\textbf{Question.} A hydrogen atom sits in a weak static electric field, and the field is switched off suddenly. The state is then a mixture of bound and continuum states of the free atom. Textbooks call the continuum weight the ``ionisation probability'', but the state is normalisable at all times. In what sense does that part leave while the rest stays? And can I read the ionised fraction from the long-time return probability $|\langle\psi,\psi(t)\rangle|^2$?

\textbf{Answer.} The return probability is governed by Wiener's lemma and does not give the ionised fraction. The probability of being in a large ball is governed by the RAGE theorem (Ruelle, Amrein and Georgescu, Enss) and does. I use hartree atomic units, $\psi(t)=e^{-itH}\psi$, an inner product linear in the second slot, and $\langle f\rangle_T=T^{-1}\int_0^T f(t)\,dt$.

\textbf{1. Premises}

$H$ is self-adjoint and time independent on a separable Hilbert space $\mathcal H$. The spectral theorem gives projections $P(\Omega)$ such that $\mu_{\phi,\psi}(\Omega)=\langle\phi,P(\Omega)\psi\rangle$ is a complex measure of total variation at most $\|\phi\|\|\psi\|$, with
\begin{equation}
\langle\phi,e^{-itH}\psi\rangle=\int e^{-it\lambda}\,d\mu_{\phi,\psi}(\lambda).
\end{equation}
The range of $P(\{\lambda\})$ is the whole eigenspace $\ker(H-\lambda)$. Let $\mathcal H_{pp}$ be the closed span of all eigenvectors and $\mathcal H_c$ its orthogonal complement. Then $\psi\in\mathcal H_c$ exactly when $P(\{\lambda\})\psi=0$ for every $\lambda$, and both subspaces are invariant under $e^{-itH}$. An operator $K$ is relatively compact if $D(K)\supseteq D(H)$ and $K(H+i)^{-1}$ is compact.

\textbf{2. Wiener's lemma}

For a finite complex measure $\mu$ with $\hat\mu(t)=\int e^{-it\lambda}d\mu(\lambda)$,
\begin{equation}
\lim_{T\to\infty}\langle|\hat\mu|^2\rangle_T=\sum_\lambda|\mu(\{\lambda\})|^2 .
\label{wiener}
\end{equation}
Proof. Write $|\hat\mu|^2$ as a double integral. The integrand has modulus one and the measures are finite, so Fubini's theorem lets the time integral go first:
\begin{equation}
\langle|\hat\mu|^2\rangle_T=\iint k_T(\lambda-\lambda')\,d\mu(\lambda)\,d\bar\mu(\lambda'),\qquad
k_T(x)=\frac{1-e^{-ixT}}{ixT},\quad k_T(0)=1 .
\end{equation}
Since $|k_T(x)|\le\min(1,2/|x|T)$, the kernel tends pointwise to the indicator of $x=0$ and is bounded by one. Dominated convergence gives the product measure of the diagonal, $\int\overline{\mu(\{\lambda\})}\,d\mu(\lambda)$. A finite measure has at most countably many atoms and this integrand vanishes off them, which leaves the sum in \eqref{wiener}.

With $\mu=\mu_{\psi,\psi}$ the atoms are $p_n=\|P(\{E_n\})\psi\|^2$, the weights of whole degenerate levels, and the averaged return probability tends to $\sum_n p_n^2$, whereas the bound fraction is $\sum_n p_n$.

\textbf{3. RAGE: the continuous part escapes}

Claim: for $K$ relatively compact and $\psi\in\mathcal H_c\cap D(H)$,
\begin{equation}
\lim_{T\to\infty}\langle\|K\psi(t)\|^2\rangle_T=0,
\label{rage}
\end{equation}
and if $K$ is also bounded this holds for all $\psi\in\mathcal H_c$.

(a) Matrix elements. For any $\phi$ the atoms of $\mu_{\phi,\psi}$ are $\langle\phi,P(\{\lambda\})\psi\rangle=0$, so \eqref{wiener} gives $\langle|\langle\phi,\psi(t)\rangle|^2\rangle_T\to0$.

(b) Finite rank. Such an operator is $G=\sum_{j=1}^N u_j\langle\phi_j,\cdot\rangle$ with orthonormal $u_j$, so $\|G\psi(t)\|^2=\sum_j|\langle\phi_j,\psi(t)\rangle|^2$, a finite sum of terms of type (a).

(c) Compact $C$. Choose $G$ of finite rank with $\|C-G\|\le\varepsilon$. From $(a+b)^2\le2a^2+2b^2$ and unitarity, $\|C\psi(t)\|^2\le2\|G\psi(t)\|^2+2\varepsilon^2\|\psi\|^2$. The limit superior of the average is at most $2\varepsilon^2\|\psi\|^2$ for every $\varepsilon$, hence zero.

(d) Relatively compact $K$. Put $\eta=(H+i)\psi$, which needs $\psi\in D(H)$. It lies in $\mathcal H_c$ because $P(\{\lambda\})\eta=(\lambda+i)P(\{\lambda\})\psi=0$. The resolvent commutes with the evolution, so $K\psi(t)=K(H+i)^{-1}\eta(t)$ and (c) applies.

(e) Bounded $K$. The vectors $\psi_m=P([-m,m])\psi$ lie in $\mathcal H_c\cap D(H)$ and converge to $\psi$. Then $\|K\psi(t)\|^2\le2\|K\psi_m(t)\|^2+2\|K\|^2\|\psi-\psi_m\|^2$; take $T\to\infty$, then $m\to\infty$.

\textbf{4. RAGE: the point part stays}

Let $\chi_R$ be orthogonal projections with $\chi_R\to1$ strongly as $R\to\infty$. For $\psi\in\mathcal H_{pp}$,
\begin{equation}
\lim_{R\to\infty}\ \sup_{t}\ \|(1-\chi_R)\psi(t)\|=0 .
\label{loc}
\end{equation}
Proof. Let $P_n=P(\{E_n\})$ and $\psi_N=\sum_{n\le N}P_n\psi$. Each term evolves by a phase only, so for all $t$
\begin{equation}
\|(1-\chi_R)\psi(t)\|\le\sum_{n\le N}\|(1-\chi_R)P_n\psi\|+\|\psi-\psi_N\| .
\end{equation}
Fix $N$ so that the last term is below $\varepsilon$, then take $R$ large enough for the finite sum to be below $\varepsilon$. No time average and no compactness entered.

\textbf{5. The bound fraction as a probability in space}

Let each $\chi_R$ also be relatively compact, and split $\psi=\psi_{pp}+\psi_c$. In $\|\chi_R\psi(t)\|^2$ the $\psi_c$ term averages to zero by \eqref{rage}. The cross term is bounded on average by $2\|\psi\|\langle\|\chi_R\psi_c(t)\|^2\rangle_T^{1/2}$ (Cauchy--Schwarz, twice) and vanishes too. Replacing $\psi_{pp}$ by $\psi_N$ changes $\|\chi_R\psi_{pp}(t)\|^2$ by at most $2\|\psi\|\|\psi_{pp}-\psi_N\|$ for all $t$, and the average for $\psi_N$ is $\sum_{m,n\le N}k_T(E_n-E_m)\langle P_m\psi,\chi_RP_n\psi\rangle$, in which only $m=n$ survives. Hence
\begin{equation}
\lim_{T\to\infty}\langle\|\chi_R\psi(t)\|^2\rangle_T=\sum_n\|\chi_RP_n\psi\|^2\ \xrightarrow{R\to\infty}\ \|\psi_{pp}\|^2 ,
\label{frac}
\end{equation}
the last step by dominated convergence with majorant $p_n$. The order of limits matters: $R\to\infty$ at fixed $T$ returns $\|\psi\|^2$ for every state. Equation \eqref{frac} also gives the converses. If \eqref{loc} holds, the limit equals $\|\psi\|^2$, so $\psi_c=0$. If the average vanishes for every $R$, then $\psi_{pp}=0$.

\textbf{6. Hydrogen meets the premises}

Take $H_0=T_0-1/r$, $T_0=-\nabla^2/2$, with a fixed nucleus and no spin, and let $\chi_R$ be the indicator of $r\le R$. Hardy's inequality $\|u/r\|\le2\|\nabla u\|$ and $\|\nabla u\|^2=2\langle u,T_0u\rangle\le\varepsilon\|T_0u\|^2+\|u\|^2/\varepsilon$ make $1/r$ a perturbation of relative bound zero. By the Kato--Rellich theorem $H_0$ is self-adjoint on $D(T_0)$, and by the closed graph theorem $(T_0+i)(H_0+i)^{-1}$ is bounded. The operator $\chi_R(T_0+i)^{-1}$ has kernel $\chi_R(x)g(x-y)$, where $g$ is the inverse Fourier transform of $(k^2/2+i)^{-1}$, so by Plancherel
\begin{equation}
\|\chi_R(T_0+i)^{-1}\|_{HS}^2=\frac{4\pi R^3}{3}\,\frac{4\pi}{(2\pi)^3}\int_0^\infty\frac{k^2\,dk}{k^4/4+1}=\frac{2R^3}{3}.
\end{equation}
It is Hilbert--Schmidt, hence compact, and so is its product $\chi_R(H_0+i)^{-1}$ with the bounded factor. I take as known that the eigenvalues are $E_n=-1/2n^2$ and no others. The ionised fraction is therefore $P_{\rm ion}=\|\psi_c\|^2$, the long-time probability of being outside every fixed ball.

\textbf{7. The state at switch-off}

With the field on, the Hamiltonian is $H_0+Fz$, which has no eigenstates. The premise is that slow switching-on prepares the long-lived ground resonance, represented in norm by the asymptotic series $\psi\propto\psi_0(1+Ff_1+F^2f_2+\dots)$, with $\psi_0=e^{-r}/\sqrt\pi$ and $\phi_j=f_j\psi_0\perp\psi_0$. Since $\nabla\psi_0=-\hat r\psi_0$, one has $(H_0-E_1)(f\psi_0)=\psi_0Lf$ with $L=-\nabla^2/2+\partial_r$. First order requires $Lf_1=-z$. From $Lz=\cos\theta$ and $L(rz)=(2r-2)\cos\theta$,
\begin{equation}
f_1=-z\,(1+r/2),\qquad s\equiv\|\phi_1\|^2=\tfrac13\left(\langle r^2\rangle+\langle r^3\rangle+\tfrac14\langle r^4\rangle\right)=\tfrac{43}{8},
\end{equation}
using $\langle r^k\rangle=(k+2)!/2^{k+1}$.

The atoms of $\phi_1$ are $w_n=|\langle np_0,\phi_1\rangle|^2$, $n\ge2$. Since $(H_0-E_1)^2\phi_1=-\cos\theta\,\psi_0$, with $\omega_n=(n^2-1)/2n^2$,
\begin{equation}
w_n=\frac{1}{3\omega_n^4}\left(\int_0^\infty R_{n1}\,2e^{-r}r^2dr\right)^2,\qquad R_{n1}=N_n\,x\,e^{-x/2}L^{(3)}_{n-2}(x),
\end{equation}
where $x=2r/n$ and $N_n^2=(2/n)^3(n-2)!/[2n\,(n+1)!]$. Rodrigues' formula and $m$ integrations by parts give $\int_0^\infty e^{-\sigma x}x^3L_m^{(3)}dx=(m+3)!\,(\sigma-1)^m/(m!\,\sigma^{m+4})$. With $\sigma=(n+1)/2$ and $m=n-2$ the squared integral is $64n^3(n-1)^{2n-3}/(n+1)^{2n+3}$, so
\begin{equation}
w_n=\frac{2^{10}}{3}\,\frac{n^{11}(n-1)^{2n-7}}{(n+1)^{2n+7}}\ \sim\ \frac{A}{n^3},\qquad A=\frac{2^{10}}{3e^4}=6.252 .
\end{equation}
This gives $w_2=3.946$, $w_3=0.4505$, $w_4=0.1407$, and on summing $\sum w_n=4.713$ and $\sum w_n^2=15.80$. The continuum weight is the remainder, $c=s-\sum w_n=0.662$. For the normalised state $\phi_1/\sqrt s$ these are exact statements about $H_0$: the bound fraction is $0.877$, the ionised fraction is $0.123$, and the averaged return probability tends to $\sum w_n^2/s^2=0.547$.

\textbf{8. Range of validity}

The theorems give no rate. The time average in \eqref{rage} cannot be dropped in general, since singular continuous spectrum allows recurrences. For hydrogen the continuum is absolutely continuous, and the Riemann--Lebesgue lemma replaces (a), so $\|\chi_R\psi_c(t)\|\to0$ pointwise. Relative compactness is essential: $K=1$ violates \eqref{rage}. The approximations of the model are these.

Higher orders. With $E^{(2)}=\langle\psi_0,z\phi_1\rangle=-9/4$ the equations are $Lf_2=-zf_1+E^{(2)}$ and $Lf_3=-zf_2+E^{(2)}f_1$. Matching powers of $r$ gives
\begin{align}
f_2&=-\tfrac{81}{16}+\tfrac34r^2+\tfrac14r^3+\tfrac1{24}r^4+\left(\tfrac58r^2+\tfrac5{12}r^3+\tfrac1{12}r^4\right)\tfrac12(3\cos^2\theta-1),\\
f_3^{(p)}&=-\left(\tfrac{25}{16}r+\tfrac{25}{32}r^2+\tfrac{71}{40}r^3+\tfrac{43}{60}r^4+\tfrac2{15}r^5+\tfrac1{80}r^6\right)\cos\theta ,
\end{align}
the second being the $l=1$ part, with $\|\phi_2\|^2=154.8$ and $\|\phi_3^{(p)}\|=111.6$. The continuum projection conserves $l$, so the $F^3$ term of $P_{\rm ion}$ vanishes, and the $F^4$ term relative to $cF^2$ is at most $F^2\left[\|\phi_2\|^2/c+2\|\phi_3^{(p)}\|/\sqrt c+s\right]$, the last entry coming from normalisation. This bounds the next term, not the whole remainder of the asymptotic series.

Finite switching time. To first order the amplitude at excitation energy $\omega$ is, after one integration by parts, proportional to $\omega^{-1}\int\dot F e^{i\omega t}dt$. A linear ramp of duration $\tau$ multiplies the probability by $[\sin(\omega\tau/2)/(\omega\tau/2)]^2\ge1-\omega^2\tau^2/12$. As $(H_0-E_1)\phi_1=-z\psi_0$, the loss from $c$ is at most $\tau^2/12$ times the continuum weight of $z\psi_0$, which is below $\langle z^2\rangle-\omega_2^2w_2=0.445$ because $\langle z^2\rangle=1$. The relative loss is below $0.056\,\tau^2$.

Finite detector radius. By \eqref{frac}, the weight of $\phi_1$ outside $R$ is $c+\sum_nw_nq_n(R)$, with $q_n$ the probability of $r>R$ in the state $np$. For large $R$ only Rydberg states count. Treat them as radial Kepler orbits of semi-major axis $a=n^2$, so that $q_n=q(R/a)$ and $dn/n^3=da/2a^2$. Then the sum becomes $(A/2R)\int q(\rho)\,d\rho$, and this integral is the time average of $r/a$, equal to $3/2$. The excess is about $3A/4R=4.69/R$.

Level splittings. Wiener's sum depends on exact degeneracy. Fine structure splits $2p$ by about $\alpha^2/32$, an inverse time of roughly $15$ ps, with weights $2/3$ and $1/3$, so longer averages multiply $w_2^2$ by $5/9$. The bound fraction is insensitive to such splittings. Spontaneous emission, with a typical $2p$ lifetime of 1.6 ns, ends the unitary description altogether.

\textbf{9. Numbers}

Take $F=0.002$ a.u., which is $10.3$ MV/cm. The approximate tunnelling rate $(4/F)e^{-2/3F}$ is $3\times10^{-142}$ a.u., so leakage before switch-off plays no part. With $\psi=(\psi_0+F\phi_1)/\sqrt{1+sF^2}$ the atoms are $p_1=1/(1+sF^2)$ and $p_n=w_nF^2p_1$, and
\begin{align}
1-p_1&=2.15\times10^{-5},\qquad \sum_{n\ge2}p_n=1.89\times10^{-5},\\
P_{\rm ion}&=cF^2p_1=2.65\times10^{-6},\\
1-\lim_{T\to\infty}\langle|\langle\psi,\psi(t)\rangle|^2\rangle_T&=1-\sum_np_n^2=4.30\times10^{-5}.
\end{align}
The deficit in the return probability is $2sF^2$ to leading order and exceeds the ionised fraction by the factor $2s/c=16.2$. It counts bound excitation and ionisation alike, and counts both twice.

The relative corrections to $P_{\rm ion}$ are at most $2.1\times10^{-3}$ from the $F^4$ term, and $+4m_e/m_p=2.2\times10^{-3}$ from nuclear motion, since the amplitude scales as length over energy, that is as the inverse square of the reduced mass. A ramp of $\tau=0.2$ a.u. ($4.8$ as) lowers $P_{\rm ion}$ by less than $2.2\times10^{-3}$, which shows how fast ``sudden'' has to be. The third figure of $P_{\rm ion}$ is thus uncertain by about one unit. Counting electrons outside $R=1000\,a_0$ ($52.9$ nm) overestimates it by about $0.71\,\%$, because bound Rydberg electrons spend part of their time beyond that radius.